How much do the magnetic interaction between electrons and the radiative corrections of QED move one and the same level as the nuclear charge grows, and why do these shifts run so smoothly when the level itself does not? The 3p3/2 orbital can be followed from Si+, where it is the valence orbital, to Tl+, where it lies 3015 eV deep. All values are Dirac-Hartree-Fock results without correlation, and several limits decide how they may be used. The shifts are first-order values on frozen orbitals, so they omit the response of the electron cloud, which for a valence shell can match the Breit shift in size and even reverse its sign (for a 3p valence shell the ionisation energies in the further output show a strong cancellation but no reversal: Breit, QED and recoil corrections together lower them by only 1.1 meV in Si+ and 3.1 meV in Cl+, against frozen 3p3/2 Breit shifts of 4.1 and 13 meV; for 3d in Ni+ they point to a reversal, since the same corrections raise the ionisation energy although the frozen 3d Breit shifts are positive). Si+ and Cl+ are the rows most exposed, and their tabulated shifts must not be read as changes of the ionisation energy. The self-energy of an n = 3 level is good to about 10 to 30 %. Open shells are averages over the configuration. Single-orbital quantities may also jump by convention where a p shell closes over a closed p shell, which here means the steps to Ca+, Zr+ and Ba+.

Singly charged ions, computed with the B-spline radial atomic code, version 1: Dirac-Coulomb Hartree-Fock averaged over the nl configuration, Fermi nucleus. Shifts of the 3p3/2 eigenvalue ε are first-order on frozen orbitals (positive: less bound): zero-frequency Breit (Gaunt plus retardation), Flambaum-Ginges self-energy, Uehling plus Wichmann-Kroll vacuum polarisation.

| species | Z | electrons | configuration | ε(3p3/2) (eV) | Breit shift (eV) | self-energy (eV) | vacuum polarisation (eV) | self-energy / vac. pol. | QED / |ε| (ppm) |
| --- | --- | --- | --- | --- | --- | --- | --- | --- | --- |
| Si+ | 14 | 13 | [Ne] 3s2 3p1 | -15.9182 | 0.004136 | 6.39e-05 | -4.01e-08 | -1590 | 4.01 |
| Cl+ | 17 | 16 | [Ne] 3s2 3p4 | -25.0938 | 0.01315 | 0.000237 | -2.20e-07 | -1080 | 9.44 |
| Ca+ | 20 | 19 | [Ar] 4s1 | -42.8752 | 0.03174 | 0.000658 | -8.32e-07 | -791 | 15.3 |
| Ti+ | 22 | 21 | [Ar] 3d2 4s1 | -56.0382 | 0.05054 | 0.00115 | -1.73e-06 | -664 | 20.5 |
| Mn+ | 25 | 24 | [Ar] 3d5 4s1 | -76.2216 | 0.08905 | 0.00229 | -4.33e-06 | -530 | 30.0 |
| Ni+ | 28 | 27 | [Ar] 3d9 | -91.8593 | 0.1409 | 0.00405 | -9.25e-06 | -437 | 44.0 |
| Ga+ | 31 | 30 | [Ar] 3d10 4s2 | -130.058 | 0.2186 | 0.00698 | -1.89e-05 | -370 | 53.5 |
| As+ | 33 | 32 | [Ar] 3d10 4s2 4p2 | -169.889 | 0.2891 | 0.00990 | -2.96e-05 | -335 | 58.1 |
| Kr+ | 36 | 35 | [Ar] 3d10 4s2 4p5 | -238.142 | 0.4244 | 0.0161 | -5.50e-05 | -292 | 67.3 |
| Zr+ | 40 | 39 | [Kr] 4d2 5s1 | -360.529 | 0.6673 | 0.0287 | -0.000115 | -249 | 79.2 |
| Tc+ | 43 | 42 | [Kr] 4d5 5s1 | -462.458 | 0.9010 | 0.0423 | -0.000189 | -224 | 91.0 |
| Rh+ | 45 | 44 | [Kr] 4d8 | -530.386 | 1.084 | 0.0538 | -0.000257 | -209 | 101 |
| Cd+ | 48 | 47 | [Kr] 4d10 5s1 | -651.918 | 1.405 | 0.0756 | -0.000396 | -191 | 115 |
| Sb+ | 51 | 50 | [Kr] 4d10 5s2 5p2 | -802.802 | 1.787 | 0.104 | -0.000591 | -176 | 129 |
| Xe+ | 54 | 53 | [Kr] 4d10 5s2 5p5 | -971.392 | 2.236 | 0.140 | -0.000861 | -162 | 143 |
| Ba+ | 56 | 55 | [Xe] 6s1 | -1098.43 | 2.575 | 0.169 | -0.00109 | -155 | 153 |
| Pr+ | 59 | 58 | [Xe] 4f3 6s1 | -1274.55 | 3.146 | 0.221 | -0.00153 | -144 | 172 |
| Sm+ | 62 | 61 | [Xe] 4f6 6s1 | -1457.90 | 3.797 | 0.286 | -0.00211 | -135 | 194 |
| Tb+ | 65 | 64 | [Xe] 4f9 6s1 | -1650.77 | 4.534 | 0.364 | -0.00286 | -127 | 219 |
| Er+ | 68 | 67 | [Xe] 4f12 6s1 | -1853.98 | 5.362 | 0.459 | -0.00382 | -120 | 245 |
| Yb+ | 70 | 69 | [Xe] 4f14 6s1 | -1995.45 | 5.969 | 0.532 | -0.00460 | -116 | 264 |
| Ta+ | 73 | 72 | [Xe] 4f14 5d3 6s1 | -2247.52 | 6.970 | 0.659 | -0.00599 | -110 | 291 |
| Os+ | 76 | 75 | [Xe] 4f14 5d6 6s1 | -2518.52 | 8.083 | 0.809 | -0.00773 | -105 | 318 |
| Au+ | 79 | 78 | [Xe] 4f14 5d10 | -2803.85 | 9.317 | 0.986 | -0.00987 | -99.9 | 348 |
| Tl+ | 81 | 80 | [Xe] 4f14 5d10 6s2 | -3014.88 | 10.21 | 1.12 | -0.0115 | -97.0 | 368 |

Here ε is the orbital eigenvalue and a positive shift means weaker binding; Z is the nuclear charge, α the fine-structure constant, and QED / |ε| is the sum of self-energy and vacuum polarisation in parts per million of the binding. In every row the Breit shift and the self-energy are positive, the vacuum polarisation is negative, and the sizes fall in that order. Straight-line least-squares fits of the logarithm of each column against ln Z over all 25 rows give powers of 4.28 for the Breit shift, 5.43 for the self-energy, 6.98 for the vacuum polarisation and 3.12 for |ε|.

The picture behind these powers is one of two regions. The eigenvalue is an average over the whole orbital and feels every electron, including those far outside. The three shifts are collected in the innermost lobe, close to the nucleus, where the electron moves fast and the field is nearly that of the bare charge Z. There the shape of the orbital is almost that of a one-electron ion, and the other electrons only decide how much of the orbital sits in that lobe. Each shift should then be the value for an unscreened orbital multiplied by one common factor S. A one-electron ion has no Breit shift, so there the other electrons supply the currents, while S still measures the 3p amplitude near the nucleus. In the limit of very large Z the screening is unimportant, S tends to 1 and, relativistic changes of the orbital aside, the bare powers appear. In the limit of a valence orbital S is small and climbs quickly, which steepens all three shifts alike.

The bare powers follow from the operators. Vacuum polarisation is attractive because, within about a Compton wavelength of the nucleus, the electron sees more charge than it does from afar. Expanding the Uehling potential in its range gives −4Zα³[δ(r)/15 + α²∇²δ(r)/140] in atomic units. A p3/2 orbital vanishes at a point nucleus, so the first term gives nothing. With a radial function c·r near the origin, ∇²|ψ|² equals 6c²/4π, and c² = (4/9)Z⁵(1 − 1/n²)/n³ for a hydrogenic np state. For n = 3 the result is −(2/105)(8/9)(Zα)²·P, where P = (α/π)(Zα)⁴mc²/27. The self-energy is written F·P with a slowly varying F. For a p state it needs no density at the nucleus: one part comes from the anomalous magnetic moment, which strengthens the spin-orbit coupling and so raises j = l + ½ and lowers j = l − ½. Further output of the same calculation agrees in sign, with a negative self-energy for 3p1/2 and 3d3/2 in Ni+ and a positive one for 3p3/2 and 3d5/2, though that magnetic term is built into the radiative potential. In Er+ the 3d pair keeps these signs, but the 3p1/2 self-energy has turned positive, so the magnetic term alone does not fix the sign at large Z. The Breit term couples the currents of two electrons. Two velocities of order Zα and an inverse distance of order Z give α²Z³, the scaling of α²⟨r⁻³⟩, so it is written bα²⟨r⁻³⟩ with ⟨r⁻³⟩ = Z³/81 for a non-relativistic hydrogenic 3p state. The expected bare powers are thus 3, 4 and 6.

The test takes S for each row from the vacuum polarisation column, divided by the Uehling expectation value of the exact point-nucleus Dirac 3p3/2 state. That value is reduced by the Wichmann-Kroll share, which the further output gives as 1.25 % in Ni+ and 5.91 % in Er+; a power law through these two points (power 1.75) is extended to 0.4 % at Si+ and 8.0 % at Tl+. S rises in every step, from 0.054 to 0.562. After division by S the fitted powers are 3.11 for the Breit shift and 4.27 for the self-energy; the 5.81 for the vacuum polarisation is fixed by the construction and tests nothing. The constant b, taken with the Dirac hydrogenic ⟨r⁻³⟩, has an unweighted mean of 1.55 over all rows and an rms spread of 3.3 % of that mean, while the Breit shift grows by a factor of about 2500. It peaks at 1.61 from Ni+ to Zr+ and is worst at Tl+, 7 % below the mean. This drift is well above the rounding of the table, which is under 0.5 %.

Er+ serves as a worked row. Zα = 68/137.04 = 0.4962, so (Zα)² = 0.2462 and (Zα)⁴ = 0.0606, and with mc² = 511 keV, P = 2.67 eV. The leading vacuum polarisation is 0.01693 × 0.2462 × 2.67 = 0.0111 eV in size. The exact Uehling value is 0.702 of this and the Wichmann-Kroll term leaves 0.941 of that, giving 0.00734 eV. The table has 0.00382 eV, so S = 0.520. The Dirac hydrogenic ⟨r⁻³⟩ is about 4720 bohr⁻³ (the computed 2670 of the further output is 0.566 of it), and α² times this is 4720/137.04² = 0.251 hartree or 6.84 eV. The Breit estimate is 1.554 × 0.520 × 6.84 = 5.5 eV, 3 % above the tabulated 5.362 eV. The row is not independent: it enters the mean of b and supplies the Wichmann-Kroll share. The self-energy gives F = 0.459/(0.520 × 2.67) = 0.33.

A single S is only an approximation, and the further output measures by how much. The computed ⟨r⁻³⟩ over its hydrogenic value gives S = 0.261 for Ni+ and 0.566 for Er+, against 0.216 and 0.520 from the vacuum polarisation, which are 17 % and 8 % lower. A likely reason is that ⟨r⁻³⟩ samples the whole inner lobe, where the K and L electrons already alter the shape, while the Uehling potential samples only its start; the narrowing of the gap with Z fits this without proving it. The consequence is that b and F are inflated, more so in Ni+ than in Er+. Measured directly against the computed ⟨r⁻³⟩, b is 1.330 in Ni+ and 1.386 in Er+, a slight rise, where the first route gave a fall from 1.61 to 1.51. The drift of b therefore carries no physical message, and neither does the shallow minimum of F (0.247 at Si+, 0.238 at Ca+). The later rise of F, in every step to 0.371 at Tl+, is also seen between Ni+ and Er+ when the computed ⟨r⁻³⟩ is the reference. F also reflects the radiative potential put into the calculation and is no test of QED. Normalised in the same direct way it is 17 to 22 % larger for 3p3/2 than for the 2p3/2 level that was fixed to its hydrogenic value (0.250 against 0.214 in Er+, 0.196 against 0.160 in Ni+), a difference inside the stated uncertainty.

That the shifts are collected near the nucleus is shown most directly within one atom. In Er+ the ratio of the Breit shift to α²⟨r⁻³⟩ is 1.386, 1.377 and 1.373 for 3p3/2, 4p3/2 and 5p3/2, although ⟨r⁻³⟩ drops from 2670 to 66 bohr⁻³; for 2p3/2 it is 1.453. The ratio of self-energy to vacuum polarisation is −120, −115 and −114 for the same three orbitals. That the partners in the Breit interaction are mainly the K and L electrons is a guess, since no breakdown by pairs is at hand; b moves only from 1.54 to 1.57 while the 3p shell fills from Si+ to Ca+, but with the bias in S changing along Z this is weak support. The value of b is not derived here. The positive sign can be argued for a closed shell, where paired spins form opposed currents that repel, and the further output has a positive frozen-orbital Breit shift for every orbital of Ni+ and Er+.

In ratios of shifts S drops out, so the ordering is set by the prefactors and not by the screening. With the non-relativistic ⟨r⁻³⟩ the Breit shift over the self-energy is (π/3α)·b/(ZF) = 143.5·b/(ZF). Since b and F of each row come from these same two columns, this is an identity up to the relativistic part of ⟨r⁻³⟩, not a test. For Si+ it gives 143.5 × 1.54/(14 × 0.247) = 64 against 64.7 from the table. For Tl+ it gives 6.9 against 9.1, the gap being the relativistic growth of ⟨r⁻³⟩, which in Er+ is already 4720 against 68³/81 = 3882. The ratio of self-energy to vacuum polarisation should fall as Z⁻², but it goes from −1590 to −97.0 with a fitted power of −1.55, and its size times (Zα)² doubles from 16.6 to 33.9. By the definitions this factor 2.04 is the product of 1.51 from F, 1.25 from the Uehling value falling below its leading term and 1.08 from the Wichmann-Kroll share, an identity that sorts the causes without confirming them. The Uehling fraction is 0.879 at Si+, 0.799 at Ni+, 0.702 at Er+ and 0.700 at Tl+. It falls because the orbital bends below c·r within the range of the potential, and it levels off, by argument, because the Dirac function rises from the origin with a power below the non-relativistic one, which adds weight at short range. An s orbital keeps the δ term and loses the (Zα)² suppression: the further output gives ratios of −12.4 and −6.5 for 3s in Ni+ and Er+.

The irregular rows are best seen in the local power, the change of the logarithm of a column over the change of ln Z from the previous row. Writing S = (1 − σ/Z)³, which merely restates S as a screening number σ, the contribution of S to that power is 3(σ − Zσ′)/(Z − σ), with σ′ the growth of σ per proton. Electrons added at the radius of the 3p orbital raise σ and flatten the shifts. From Ca+ to Ga+ σ goes from 9.7 to 11.6, whereas it gains only 0.5 from Kr+ to Cd+ and 0.6 from Ba+ to Yb+. The further output suggests why: in Ni+ the 3d and 3p3/2 orbitals both peak at 0.65 bohr, while in Er+ the mean 4f radius of 0.78 to 0.80 bohr lies well outside the 3p3/2 value of 0.23 bohr. The gain of 0.7 from Yb+ to Tl+, where the added 5d and 6s electrons lie further out still, does not fit this reading; at large Z small changes of σ are sensitive to the reference value, including the extrapolated Wichmann-Kroll share, and are not a count of screening electrons. The step from Mn+ to Ni+ adds three protons and four 3d electrons; with Z = 26.5, σ = 10.85 and σ′ = 0.7/3 the formula gives 0.9, and the Breit power dips to 4.05 there, the self-energy to 5.03 and the vacuum polarisation to 6.70. They recover to 4.47, 5.59 and 7.18 at As+, once the d shell is full. From there the Breit power falls in every step to 3.66 and passes the 4d, 4f and 5d series without a kink. The small wiggles of the self-energy power among the heavy rows are of the size of the rounding, which reaches 0.15 to 0.20 at Xe+, Ba+ and Tl+, and b shows no step at the three shell closures.

The eigenvalue behaves otherwise because an outer electron adds a nearly constant potential ⟨1/r⟩ across the 3p region, which raises ε without reshaping the orbital. The 3d electrons of Ni+ are not outside that region, so there they both raise ε and reshape the orbital. A compact d or f electron does this more strongly than a diffuse s electron: ⟨1/r⟩ is 1.7 bohr⁻¹ for 4f and 0.32 bohr⁻¹ for 6s in Er+, which puts the difference at tens of eV before relaxation. The local power of |ε| is 1.65 at Ni+ and 4.27 at As+; it dips to 3.01 at Rh+ between 3.44 and 3.20, drops from 3.38 at Ba+ to 2.85 at Pr+ and 2.54 at Yb+, and returns to 2.83 at Ta+. The three ions that hold an extra d electron in place of an s electron all show a dip, which shrinks as the d shell lies further out, to 2.77 between 2.83 and 2.90 at Au+. Since the vacuum polarisation is at most about 1 % of the self-energy, the power of QED / |ε| is the difference of two others, 5.03 − 1.65 = 3.38 at Ni+ and 5.59 − 4.27 = 1.32 at As+. At Ni+ the numerator slows down and the share still speeds up, so the kinks of that column come from the denominator; the one at Au+ is no larger than rounding allows.

By the same reasoning a hydrogenic charge taken from the binding energy should be a poor measure of S, and the one form tried here is. An effective charge 3√(2|ε|), with ε in hartree, gives S = 0.022 for Ni+ and 0.137 for Er+, far below both estimates above, and the b that results wanders between 4.8 and 16.1 with an rms spread of 38 % of its mean, worst at Ni+.

Log-log interpolation between rows places the Breit shift at 0.01, 0.1 and 1 eV near Z = 16, 26 and 44, the self-energy at 0.001, 0.01, 0.1 and 1 eV near Z = 21, 33, 51 and 79, and the vacuum polarisation at 0.001 and 0.01 eV near Z = 55 and 79. These are thresholds for the terms as computed on frozen orbitals; the lowest Breit threshold lies between the valence rows Si+ and Cl+, where the response of the electron cloud cancels most of the shift. The missing relaxation and correlation, and for open shells the average over the configuration, separate ε from a measured binding energy. For the valence rows Si+ and Cl+ the further output puts relaxation at a fraction of an eV, and the whole gap to the measured ionisation energy between roughly half an eV and somewhat over one eV; for the deepest rows the gap was not computed and may reach tens of eV. At Tl+ a 10 % uncertainty in the self-energy is 0.11 eV, ten times the whole vacuum polarisation of that row.
